The row at 300 eV looks like a misprint. Its energy lies 79 meV per atom above the reference, about three times the thermal energy kT at room temperature. Yet its pressure is within 0.03 GPa of the reference and its largest force within about 0.001 eV/Å. The same calculation seems to be poor and nearly perfect at once.

Ansatz 0.2.0, scalar-relativistic PBE with PAW, no spin polarization: Ta₃N (P-3m1, 4 atoms) at fixed geometry, 15×15×6 k mesh, Gaussian smearing of 0.1 eV. The reference wave cutoff is 600 eV, and energies are extrapolated to zero smearing. Pressure is positive in compression and corrected for the finite cutoff; the force change is the largest over atoms and axes.

| wave cutoff | energy less reference (meV per atom) | pressure less reference (GPa) | largest force change (eV/Å) | pressure (GPa) |
| --- | --- | --- | --- | --- |
| 200 eV | 1691.8 | 2.166 | 0.299 | 1.450 |
| 250 eV | 338.1 | -0.819 | 0.107 | -1.535 |
| 300 eV | 78.9 | 0.027 | 0.001 | -0.689 |
| 350 eV | 19.5 | 0.022 | 0.001 | -0.694 |
| 420 eV | 1.8 | 0.006 | 0.000 | -0.710 |
| 500 eV | 0.3 | 0.001 | 0.000 | -0.715 |

The wave cutoff sets the shortest wavelength from which the smooth part of the electron orbitals is built. The PAW method adds the rapid wiggles near each nucleus separately. The three middle columns give the error of each setting relative to the same crystal at 600 eV. A positive pressure means that the cell is squeezed and would expand if it were free to do so. The atoms stay in place throughout, and every run gives a metal with nearly the same band overlap, so the trend comes from the numerical description and not from a change in the material.

### Why the energy falls so steadily

A larger set of plane waves gives the orbitals more freedom, and by the variational principle more freedom lowers the energy. What a low cutoff leaves out is the sharpest part of the orbitals. In Ta₃N the likely culprits are the compact Ta 5s and 5p shells and the N 2s and 2p shells, all of which are treated explicitly here. An orbital that is narrow in space needs short waves, and short waves carry high kinetic energy.

A simple picture gives the rate. If a compact orbital resembles a Gaussian, the weight of its waves falls exponentially with their kinetic energy. The energy error δ should then fall exponentially with the cutoff E:

δ ∝ exp(−E/E₀)

A fit of this law to all six rows gives E₀ ≈ 34 eV. The figure worth remembering is a factor of about four for every 50 eV, or a factor of ten for every 80 eV.

The law is good to about a fifth in a typical row, over a range in which the error shrinks several thousandfold. Its worst miss is at 420 eV, where it predicts 2.5 meV per atom against 1.8 in the table. A law with the square root of the cutoff in the exponent does equally well, so the fit supports a rapid decay but doesn't settle the exact shape of the orbital tails. The output printed after this text compares the two laws row by row.

### Why the force need not follow

The missing sharp part of an orbital sits close to its nucleus. When the atom moves, most of the error moves with it and keeps its size. A force measures how the energy changes when an atom is displaced, so an error that merely travels with the atom drops out.

The row at 200 eV shows how strong this effect is. The energy error of the whole four-atom cell is 6.8 eV, but the force error implies that shifting one Ta atom by 0.1 Å along the force would change it by only about 30 meV, less than half a percent. Even so small a share can spoil a force when the total error is huge: the force on that atom comes out at 0.40 eV/Å instead of 0.10. By 300 eV the discrepancy has almost vanished. This test covers only two of the three Ta atoms, because symmetry holds the force on the third and on N at zero at any cutoff.

### Why the pressure needs a correction first

Pressure measures how the energy changes with volume, and here the basis itself sets a trap. Suppose the cell is stretched while the list of plane waves stays the same. Every wave becomes longer and its kinetic energy falls as V^(−2/3), where V is the volume per atom. The effective cutoff drops, the energy error grows, and the crystal seems to resist expansion. The result is a false negative pressure, known as Pulay stress:

p(false) = −(2/3) · (E/V) · (δ/E₀)

For the row at 300 eV, which was part of the fit, δ/E₀ is 79 meV divided by 34 eV, or 0.0023. With V ≈ 15 Å³ this gives −(2/3) × (300/15) × 0.0023 ≈ −0.031 eV/Å³, or about −5 GPa. At 200 eV the same estimate reaches many tens of GPa. These are orders of magnitude from a simple law, but they show what an uncorrected pressure would suffer.

The pressures in the table have already been corrected for this effect. What remains is the change of the energy error with volume at a fixed cutoff, and for an error that belongs to the atoms this should be small. If the correction is accurate, a volume change of 1 % alters the energy error by less than half a percent of itself in any row. The good pressure at 300 eV is therefore compatible with the poor energy: the two columns ask different questions of the same error.

### The irregular rows

At 250 eV the pressure error turns negative, while it is positive in every other row. As long as only the set of waves changes, the variational principle makes the energy error positive, but it places no such demand on the way this error changes with volume. The remainder may take either sign. It may also contain a small inaccuracy of the correction, which at this cutoff removes something like 20 GPa and leaves less than 1 GPa behind.

Between 250 and 300 eV the energy error falls by its usual factor of four, but the pressure error shrinks thirtyfold and the force error more than a hundredfold. Part of the gain in pressure is a cancellation: at 300 eV the stress error is +0.06 GPa along the two short edges of the cell and −0.04 GPa along the long one. The force error at 300 eV is also a little lucky, since at 350 eV it is about twice as large, though still tiny. Yet each of the two stress errors also shrinks more than tenfold, so most of the sudden gain, in pressure as in force, needs another cause. One possibility, untested here, is the grid for the electron density, which is refined together with the wave cutoff and may be too coarse in the first two rows.

### What this means for a choice of cutoff

The quantity wanted decides which column matters. At 200 eV the pressure has the wrong sign, so a relaxation would begin by expanding a cell that the better settings would shrink. From 300 eV upward the pressure and the Ta force of this cell are steady, although the program still flags 300 and 350 eV as below its recommended cutoff.

Total energies demand more care. The energies of two different structures should not be compared if they were computed at different cutoffs, since much of the error of the poorer one could remain in the difference. At equal cutoff, much of the error cancels between similar structures made of the same atoms, for the same reason that it drops out of the force: it stays with the atoms. A more compact orbital would make the energy column fall more slowly, but this cancellation would still help.

The analysis program printed:

```
fit of lnerr on 6 rows: constant 13.15 +/- 0.29, coefficient of ec -0.02917 +/- 0.00082; rms 0.167, worst 420 eV 0.312, leave-one-out rms 0.31
fit of lnerr on 6 rows: constant 22.7 +/- 0.56, coefficient of rootec -1.068 +/- 0.03; rms 0.167, worst 350 eV -0.248, leave-one-out rms 0.242
Energy error in meV per atom from the two laws:
     row  linear_in_cutoff  linear_in_root
  200 eV              1504            1995
  250 eV             349.9           335.6
  300 eV             81.39           66.98
  350 eV             18.93           15.22
  420 eV             2.458           2.261
  500 eV            0.2384           0.308
Pressure and force errors in GPa and eV/A:
     row  removed_law_A  removed_law_B  percent_per_percent  in_plane     axial  Ta_force
  200 eV         -70.38          -91.1               0.1197     2.253     1.994    0.2989
  250 eV         -17.58         -20.35              -0.2265   -0.7557   -0.9444    0.1072
  300 eV         -4.923         -5.203              0.03199   0.06187  -0.04137   0.00064
  350 eV          -1.42         -1.389               0.1055   0.02468   0.01816   0.00143
  420 eV        -0.1572        -0.1405               0.3116  0.005147  0.007215  -0.00012
  500 eV        -0.0312       -0.02554               0.3116  0.001045   0.00081    -6e-05
Factor by which the energy error falls per 50 eV, law A: 4.299
Energy error at 250 eV over that at 300 eV: 4.285
Size of pressure error at 250 eV over that at 300 eV: 30.33
Size of force error at 250 eV over that at 300 eV, unrounded forces: 167.5
Energy error of the whole cell at 200 eV, in meV: 6767
Change of that error when one Ta moves 0.1 A along z, in meV: 29.89
```
